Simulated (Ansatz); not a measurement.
**Swapping H for Cl on Si: the mean Si–Cl bond length**

Gas-phase molecules. On one Si centre, n of the H ligands are replaced by Cl. The mean Si–Cl bond length y in Å at PBE0-D4/def2-TZVP. The shapes are optimised at that level. Programs: Ansatz 0.2.0.

| molecule | n | y (Å) |
| --- | --- | --- |
| SiH3Cl | 1 | 2.054 |
| SiH2Cl2 | 2 | 2.040 |
| SiHCl3 | 3 | ? |
| SiCl4 | 4 | 2.021 |

**Question.** Fit y = c + s·n to the known rows and predict SiHCl3.

**Answer.** 
1. Means of the 3 rows: n = 2.33333, y = 2.0383.
2. Σ(Δn)² = 4.6667, Σ(Δn·Δy) = -0.050333, so the slope is -0.050333/4.6667 = -0.010786.
3. Intercept: 2.0383 − (-0.010786) × 2.33333 = 2.0635. The largest residual of the fit is 0.0019.
4. SiHCl3: 2.0635 + (-0.010786) × 3 = 2.031 Å.

The run gave 2.030 Å, so the prediction is off by +0.001 Å, within the largest residual. The step per swap drifts from -0.014 to -0.009 Å.

The Si–Cl bond shortens with every replacement of H by Cl, from 2.054 Å in SiH3Cl to 2.021 Å in SiCl4, and the computed 2.030 Å for SiHCl3 fits the sequence. Chlorine withdraws density from silicon, which raises the positive charge on the centre, contracts its valence orbitals and strengthens the polar attraction in the remaining Si–Cl bonds. Bent's rule works in the same direction: silicon directs p character towards chlorine, but as fewer hydrogens remain to take the s-rich hybrids, each Si–Cl bond gains s character. Donation from chlorine lone pairs into neighbouring σ* orbitals may also contribute.

The shortening weakens along the series, probably because each further chlorine perturbs an already electron-poor centre less and Cl···Cl repulsion grows. The straight line therefore works as a local interpolation, not as evidence that substituent effects are strictly additive. The bond lengths alone cannot separate the electrostatic, hybridisation and hyperconjugative contributions, nor do they establish a matching trend in bond dissociation energy.
